Whether a core 3p doublet can be had by adding first-order spin-orbit coupling to a non-relativistic calculation, or needs a four-component one, depends on how much error is tolerable. Among these +3 ions the first-order value lies below the Dirac-Fock splitting by 11% of the latter at Ag³⁺ and by 22% at Pt³⁺. The 3p shell is full in every row, so the splitting is a difference of orbital eigenvalues ε, without correlation or relaxation round a hole, and not a measured doublet.

Ions of charge +3 from Ag to Pt, computed with B-spline radial code 1 at the basis-set limit. The 3p splitting is from Dirac-Coulomb Hartree-Fock (nl average, Fermi nucleus); the columns ε(3p), <r⁻³> and ζ = (α²/2)<(1/r) dV/dr> are from non-relativistic Hartree-Fock (configuration average, point nucleus), with V the nuclear and Hartree field, without exchange.

| species | Z | electrons | configuration | ε(3p), non-rel. (eV) | ε(3p3/2) − ε(3p1/2) (eV) | (l+1/2) ζ(3p) (eV) | Dirac / first order | <r⁻³>(3p), non-rel. (bohr⁻³) |
| --- | --- | --- | --- | --- | --- | --- | --- | --- |
| Ag3+ | 47 | 44 | [Kr] 4d8 | -637.368 | 32.11 | 28.59 | 1.123 | 588.8 |
| Cd3+ | 48 | 45 | [Kr] 4d9 | -677.727 | 35.62 | 31.65 | 1.125 | 637.6 |
| In3+ | 49 | 46 | [Kr] 4d10 | -719.087 | 39.43 | 34.95 | 1.128 | 689.0 |
| Sn3+ | 50 | 47 | [Kr] 4d10 5s1 | -769.365 | 43.55 | 38.51 | 1.131 | 743.4 |
| Sb3+ | 51 | 48 | [Kr] 4d10 5s2 | -821.536 | 48.00 | 42.34 | 1.134 | 800.6 |
| Te3+ | 52 | 49 | [Kr] 4d10 5s2 5p1 | -876.606 | 52.80 | 46.45 | 1.137 | 860.7 |
| I3+ | 53 | 50 | [Kr] 4d10 5s2 5p2 | -933.433 | 57.97 | 50.86 | 1.140 | 923.7 |
| Xe3+ | 54 | 51 | [Kr] 4d10 5s2 5p3 | -992.011 | 63.53 | 55.57 | 1.143 | 989.9 |
| Cs3+ | 55 | 52 | [Kr] 4d10 5s2 5p4 | -1052.33 | 69.50 | 60.60 | 1.147 | 1059 |
| Ba3+ | 56 | 53 | [Kr] 4d10 5s2 5p5 | -1114.39 | 75.90 | 65.97 | 1.150 | 1131 |
| La3+ | 57 | 54 | [Kr] 4d10 5s2 5p6 | -1178.18 | 82.76 | 71.69 | 1.154 | 1207 |
| Ce3+ | 58 | 55 | [Xe] 4f1 | -1235.36 | 90.14 | 77.79 | 1.159 | 1286 |
| Pr3+ | 59 | 56 | [Xe] 4f2 | -1293.32 | 98.03 | 84.26 | 1.163 | 1369 |
| Nd3+ | 60 | 57 | [Xe] 4f3 | -1352.12 | 106.4 | 91.12 | 1.168 | 1455 |
| Pm3+ | 61 | 58 | [Xe] 4f4 | -1411.81 | 115.4 | 98.39 | 1.173 | 1544 |
| Sm3+ | 62 | 59 | [Xe] 4f5 | -1472.43 | 125.0 | 106.1 | 1.178 | 1637 |
| Eu3+ | 63 | 60 | [Xe] 4f6 | -1534.00 | 135.2 | 114.2 | 1.184 | 1733 |
| Gd3+ | 64 | 61 | [Xe] 4f7 | -1596.56 | 146.0 | 122.8 | 1.189 | 1833 |
| Tb3+ | 65 | 62 | [Xe] 4f8 | -1660.11 | 157.5 | 131.8 | 1.195 | 1936 |
| Dy3+ | 66 | 63 | [Xe] 4f9 | -1724.67 | 169.8 | 141.3 | 1.201 | 2044 |
| Ho3+ | 67 | 64 | [Xe] 4f10 | -1790.25 | 182.7 | 151.4 | 1.207 | 2155 |
| Er3+ | 68 | 65 | [Xe] 4f11 | -1856.87 | 196.5 | 161.9 | 1.214 | 2270 |
| Tm3+ | 69 | 66 | [Xe] 4f12 | -1924.52 | 211.1 | 173.0 | 1.220 | 2389 |
| Yb3+ | 70 | 67 | [Xe] 4f13 | -1993.23 | 226.6 | 184.6 | 1.227 | 2512 |
| Lu3+ | 71 | 68 | [Xe] 4f14 | -2062.99 | 242.9 | 196.8 | 1.234 | 2639 |
| Hf3+ | 72 | 69 | [Xe] 4f14 5d1 | -2145.33 | 260.2 | 209.6 | 1.241 | 2770 |
| Ta3+ | 73 | 70 | [Xe] 4f14 5d2 | -2229.67 | 278.4 | 223.0 | 1.249 | 2905 |
| W3+ | 74 | 71 | [Xe] 4f14 5d3 | -2315.94 | 297.7 | 237.0 | 1.256 | 3045 |
| Re3+ | 75 | 72 | [Xe] 4f14 5d4 | -2404.10 | 318.0 | 251.6 | 1.264 | 3188 |
| Os3+ | 76 | 73 | [Xe] 4f14 5d5 | -2494.12 | 339.5 | 267.0 | 1.272 | 3337 |
| Ir3+ | 77 | 74 | [Xe] 4f14 5d6 | -2585.97 | 362.2 | 283.0 | 1.280 | 3490 |
| Pt3+ | 78 | 75 | [Xe] 4f14 5d7 | -2679.63 | 386.1 | 299.7 | 1.288 | 3647 |

First-order theory gives a shell of angular momentum l the splitting (l + 1/2)ζ, here 1.5ζ. For V = −Zi/r the parameter is ζ = (α²/2) Zi <r⁻³> in atomic units, with α the fine-structure constant and <r⁻³> the average over the 3p orbital. Read backwards, this defines Zi, the charge felt where the coupling arises. The Dirac splitting is then a constant times Zi, <r⁻³> and the ratio column, so exponents in the nuclear charge Z add. Between the end rows they are 1.04, 3.60 and 0.27, together 4.91. Nothing here is fitted.

For I³⁺, ζ = 50.86/1.5 = 33.91 eV = 1.246 hartree, and (α²/2)<r⁻³> = 2.663×10⁻⁵ × 923.7 = 0.0246, so Zi = 50.7 for Z = 53. In all rows Z − Zi stays between 2.3 and 2.4. The weight r⁻³ selects the innermost lobe of a p orbital and reaches inside the 1s shell: with hydrogenic 1s and 2p shapes the 1s pair screens only about 1.2 charges under this weight, so about half of the screening comes from the inner parts of the n = 2 and higher shells. The Hf³⁺ run shows this small screening in every p shell: Z − Zi is 2.1 to 2.7 for 2p through 5p, but 9.8 for 3d and 27.7 for 4f, which the centrifugal barrier keeps away from the nucleus.

The factor <r⁻³> depends on the whole orbital, whose normalisation is set farther out, where more electrons screen. A hydrogenic 3p orbital has <r⁻³> = Zr³/81, and I³⁺ gives Zr = (81 × 923.7)^(1/3) = 42.1. The screening Z − Zr only creeps from 10.7 to 11.4 along the table. A nearly fixed subtraction makes (Z − σ)³ smaller than Z³ but steeper, with exponent near 3Z/(Z − σ), falling towards 3 as Z grows. Hence the first-order column is only 0.44 to 0.60 of the bare-nucleus value, yet rises faster than Z⁴, its exponent easing from 4.8 in the first step to 4.4 in the last. The familiar rough Z² law belongs to valence shells whose outer charge stays fixed down a group; 3p feels almost every added proton.

The Dirac exponent is about 4.9 at both ends, because the ratio steepens as first order flattens. A one-electron ion with a point nucleus shows why. Its Dirac levels are E/mc² = [1 + (Zα)²/(3 − k + γ)²]^(−1/2), with γ = √(k² − (Zα)²) and k = 1 for p1/2, 2 for p3/2. At Z = 53, (Zα)² = 0.14958 and γ = 0.92218 and 1.96225, so E/mc² = 0.9913547 and 0.9915841, a splitting of 2.294×10⁻⁴. First order gives (Zα)⁴/108 = 2.072×10⁻⁴. The quotient is 1.107, against 1.140 in the table. Both components of the p1/2 spinor go as r^(γ−1) near the nucleus, so it is drawn inward where the coupling is strongest, which a perturbation on a fixed non-relativistic orbital cannot follow. The I³⁺ run shows the contraction: the mean radius of 3p1/2 is 0.964 of that of 3p3/2, and even 3p3/2 has <r⁻³> 10% above the non-relativistic value. The centre of the doublet moves too, to −955.6 eV against −933.4 eV in the ε(3p) column.

The estimate lies below the table in every row. It supplies 0.67 of the excess of the ratio over one at Ag³⁺ and 0.93 at Pt³⁺; the table exceeds it by 3.8% and 1.7%. Nuclear size is not the reason in I³⁺, where the density of 3p1/2 at the nucleus implies a direct shift of order 10⁻³ eV. One guess for the 3.0% left over there is exchange, which Dirac-Fock contains and ζ omits. It would not act by unscreening the nucleus: the exchange part of the two-electron spin-orbit operator has the sign of the spin-other-orbit part of the Breit term and lowers the splitting. It could raise the eigenvalue difference through the j = 1/2 and 3/2 spinors of every p shell taking different radial shapes, so that their exchange with 3p1/2 and 3p3/2 differs. Screening may also alter the relativistic factor, but its two effects oppose: 3p contracts in a screened field, while contracted inner shells screen it more. These runs separate none of these parts. The Breit interaction, outside the Dirac-Coulomb column, works the other way in I³⁺, by −0.77 eV or 1.3% of the splitting.

The irregular rows are in ε(3p). Its step from ion to ion grows by 0.8 to 2.0 eV beside the changes of filling, but by 12.6 eV at Lu³⁺, where 4f gives way to 5d, and by 8.9 eV at In³⁺ (4d to 5s); it drops by 6.6 eV at La³⁺ (5p to 4f), and Sb³⁺ (5s to the slightly larger 5p) has a mild 2.9 eV. By the shell theorem, charge outside 3p raises the potential there by a constant, about <1/r> of the added orbital, and exerts no field. That moves ε and leaves dV/dr, hence ζ, nearly alone. In Hf³⁺ the mean radii are 0.22 bohr for 3p, 0.64 for 4f and 1.9 for 5d, so a compact 4f electron cancels more of the new proton's pull. The difference in <1/r>, 1.987 − 0.663 hartree or 36 eV, has the right sign but is 2.9 times the kink; the other shells, left frozen in this count, would readjust against the change. The kink at La³⁺ is not the jump by convention possible where 5p closes, since the step into La³⁺ is regular and the smaller step persists afterwards.

The splitting passes In³⁺, Sb³⁺ and Lu³⁺ smoothly within rounding. At La³⁺ its step grows by 0.52 eV after 0.46 eV at Ba³⁺, too close to the rounding of 0.02 eV to be given a cause.

For a deep 3p shell in this range, Z sets the splitting, while a change of filling shell clearly shifts only the position of the level. First order multiplied by the one-electron Dirac factor comes within 4% of Dirac-Fock in every row; finer work needs orbitals that respond to relativity, as in the four-component calculation, and the Breit term.
